Q: I'm looking at the electronic states of Co₃Ge₂, and the density falls to zero at −6.75 eV. Have I reached the floor of the valence electrons?

A: Count them before you decide. The table gives the number of states per eV in one cell, with energies measured from the Fermi level, up to which states are filled. "Density of states total" covers all orbitals and both spins. The columns marked DOS give the parts that belong to one shell, with spin up or down.

Density of states of Co₃Ge₂ (P-6m2, a = 3.930 Å, c = 4.868 Å) from Ansatz 0.2.0 with collinear-spin PBEsol, scalar-relativistic PAW, a 420 eV cutoff, a 12×12×8 k mesh and 0.1 eV Gaussian smearing. The densities use tetrahedra on an 18×18×12 k mesh and are averaged over 0.2 eV bins. Energies count from the Fermi level, and Löwdin shell projections are summed over sites.

```tsv
energy (eV)	density of states total (states/eV/cell)	DOS Co 3d up (states/eV/cell)	DOS Co 3d down (states/eV/cell)	DOS Ge 4p up (states/eV/cell)	DOS Ge 4p down (states/eV/cell)
-7.95	?	?	?	?	?
-7.55	?	?	?	?	?
-7.15	?	?	?	?	?
-6.75	0.000	0	0	0	0
-6.35	0.380	0.02	0.01	0.13	0.09
-5.95	2.080	0.23	0.15	0.54	0.49
-5.55	1.120	0.15	0.12	0.28	0.28
-5.15	2.160	0.37	0.21	0.66	0.50
-4.75	1.860	0.38	0.27	0.42	0.44
-4.35	2.680	0.75	0.47	0.51	0.58
-3.95	3.510	1.15	0.78	0.67	0.63
-3.55	4.240	2	0.74	0.65	0.56
-3.15	5.000	1.79	1.58	0.54	0.85
-2.75	6.780	3.65	1.47	0.63	0.77
-2.35	7.540	4.16	2.18	0.29	0.61
-1.95	7.190	1.61	4.67	0.14	0.42
-1.55	7.510	2.21	4.48	0.15	0.38
-1.15	5.780	4.12	1.22	0.16	0.10
-0.75	9.400	6.16	2.5	0.21	0.17
-0.35	8.070	1.66	5.68	0.25	0.15
0.05	3.330	1.11	1.63	0.34	0.07
0.45	4.460	0.66	3.08	0.29	0.20
0.85	2.570	0.53	1.2	0.33	0.27
1.25	2.200	0.31	0.93	0.26	0.39
1.65	1.980	0.44	0.47	0.43	0.27
2.05	2.280	0.28	0.64	0.40	0.47
2.45	1.400	0.16	0.31	0.27	0.34
2.85	1.860	0.29	0.24	0.62	0.32
3.25	2.010	0.17	0.35	0.44	0.60
3.65	1.370	0.12	0.18	0.36	0.40
4.05	1.710	0.18	0.17	0.55	0.40
4.45	1.910	0.15	0.21	0.57	0.58
4.85	1.170	0.08	0.11	0.29	0.32
5.25	1.590	0.09	0.1	0.30	0.26
5.65	1.510	0.07	0.09	0.19	0.22
```

Q: How do I get from a density to a number of electrons?

A: Multiply by an energy width and add up. The rows are 0.4 eV apart, so let each stand for a strip of that width. The strips from −6.35 to −0.35 eV hold 30.1 electrons, and the remaining 0.15 eV up to the Fermi level adds 0.5, which makes 30.6 in all.

Now compare that with what the atoms bring. Each Co has nine valence electrons and each Ge has four, so the cell has $3\times 9+2\times 4=35$. About $35-30.6=4.4$ electrons have no place in the rows you can see, so there must be filled states below the empty row.

Q: Which electrons are they?

A: Look first at what the visible band is made of. Ge 4p supplies about half of the density in its lowest rows, down to −6.35 eV. Between −2.75 and −0.35 eV that share drops to 8 %, and Co 3d takes 88 %. From 1.65 to 4.45 eV, above the Fermi level, Ge 4p is back at about half.

This is the pattern expected when Ge 4p and Co 3d mix, with bonding states below the d states and antibonding states above them. The shares alone don't settle that, because a broad p band would also spread over the whole range. Either way, Ge 4p and Co 3d both show up in the visible band. The free atoms have two more filled valence shells, Co 4s and Ge 4s. Co 4s lies close to Co 3d in energy, so I count its electrons with the visible band. Ge 4s lies several eV deeper, and it brings two electrons from each of two Ge atoms.

Q: That makes four, but you found 4.4.

A: The density is jagged, and each row averages only 0.2 eV of the 0.4 eV it stands for, so half of the range goes unseen. An error of a few tenths of an electron in a sum of about thirty is no surprise. The count supports a band of about four electrons, while the name Ge 4s rests on the order of the atomic levels.

Q: Is there a simpler solid where I can see the same arrangement?

A: Rock salt. Its chlorine 3s electrons fill a band of their own, well below the chlorine 3p band, with an empty gap between. The gap survives because the s and p levels of the atom lie further apart than the bands are broad. The comparison holds for the order of the bands and for the counting. It doesn't carry over to the widths, or to the Fermi level, since rock salt is an insulator and Co₃Ge₂ is a metal.

Q: Then where does the Ge 4s band begin as I go down?

A: Counting fixes how much the band holds, but not where it lies. For that I use a crude box: four states spread evenly over a width $W$ around a centre $E_s$. I take $E_s\approx-9.5$ eV and $W\approx3.5$ eV, rough recalled values for compounds of this kind that were not adjusted to any row. The top of the box is then at $-9.5+3.5/2=-7.75$ eV, and its height is $4/3.5\approx1.1$ states per eV.

Q: Could the band lie higher?

A: It could. In the free atom, 4s lies roughly 8 eV below 4p, and the centre of Ge 4p in the known rows is −0.66 eV. Taken literally, this puts the top of the same box at $-0.66-8+1.75\approx-6.9$ eV, and all three open rows would be filled. I prefer the deeper box because mixing with the states above pushes 4s down. The p states above the last row also speak against the higher box. They would raise the 4p centre, and the box with it, towards the row at −6.75 eV, which is known to be empty.

Q: So what do you forecast for the three rows?

A: For the total density, in states per eV and cell:

- At −7.15 eV: 0, with a range of 0 to 1.5.
- At −7.55 eV: 0, with a range of 0 to 2.
- At −7.95 eV: about 1.1, with a range of 0 to 3. This row and the one at −7.55 eV both lie only 0.2 eV from the assumed top, so either could easily go the other way.

I add one forecast about character. Where a row isn't empty, Co 3d and Ge 4p together should make up less than half of the total, because most of it should be Ge 4s, which has no column in the table.

Q: Let's see the calculation.

The withheld rows as computed:

```tsv
energy (eV)	density of states total (states/eV/cell)	DOS Co 3d up (states/eV/cell)	DOS Co 3d down (states/eV/cell)	DOS Ge 4p up (states/eV/cell)	DOS Ge 4p down (states/eV/cell)
-7.95	0.460	0.04	0.04	0.01	0.01
-7.55	0.000	0	0	0	0
-7.15	0.000	0	0	0	0
```

A: The two upper rows are empty, as forecast, and the lowest one is filled. The higher-lying box fails, since it filled all three.

Q: But at −7.95 eV you said 1.1, and the result is 0.46.

A: That is too high by a factor of about two and a half. The value lies within my range, but the range was wide enough to admit an empty row as well. The likely reason is the shape of the box, which jumps to its full height at the edge. In a real three-dimensional band the density grows from zero at the edge, and this row seems to lie close to it.

Q: How closely do the rows locate that edge?

A: Each value is an average over 0.2 eV. There are states somewhere between −8.05 and −7.85 eV, and none between −7.65 and −7.45 eV. The simplest reading puts the top of the band between −8.05 and −7.65 eV, which includes the assumed −7.75 eV. These are Kohn–Sham energies from a semilocal functional, so a measured photoemission edge may lie somewhat elsewhere.

Q: Does that confirm your centre and width too?

A: No. A narrower band with a higher centre could end at the same energy, and so could a broader one with a lower centre. Only the top has been tested.

Q: And the character of the states?

A: Co 3d and Ge 4p make up 22 % of the density at −7.95 eV, against 66 % at −6.35 eV, on the other side of the gap. So the character changes across the gap, as it should if a band of mainly Ge 4s begins there. The band isn't pure Ge 4s, though. Projected on atomic shells, the same calculation finds only about 1.5 electrons in 4s on each Ge atom, so other orbitals must supply part of the four. The output below shows the electron count, the orbital shares and both boxes.

Q: What should I carry over to a related compound?

A: Ask two separate questions. As long as the Ge 4s band stays separate, the number of Ge atoms in the cell tells you how many electrons it takes, two for each atom. The depth of the s level and the width of its band then decide where that band ends. A gap remains above it only if the next band begins higher up.

Output of the analysis:

```
Valence electrons a cell from 3 Co and 2 Ge: 35
Electrons a cell counted from -6.75 eV to the Fermi level: 30.62
Electrons a cell left for bands below the empty row: 4.38
Ge 4p share of the total in rows -6.35 to -4.75 eV in percent: 50.39
Ge 4p share of the total in rows -2.75 to -0.35 eV in percent: 8.475
Ge 4p share of the total in rows 1.65 to 4.45 eV in percent: 48.35
Co 3d share of the total in rows -6.35 to -4.75 eV in percent: 25.13
Co 3d share of the total in rows -2.75 to -0.35 eV in percent: 87.56
Ge 4p centre within the known window in eV: -0.6598
Forecast of the total at -7.95 and -7.55 and -7.15 eV in states/eV/cell: 1.143, 0, 0
Upper end of the forecast range there (lower end zero) in states/eV/cell: 3, 2, 1.5
Rival forecast there in states/eV/cell: 1.143, 1.143, 1.143
Computed total there in states/eV/cell: 0.46, 0, 0
Miss there as forecast less computed in states/eV/cell: 0.6829, 0, 0
Co 3d plus Ge 4p share there in percent (zero if the row is empty): 21.74, 0, 0
Co 3d plus Ge 4p share at -6.35 eV in percent: 65.79
```
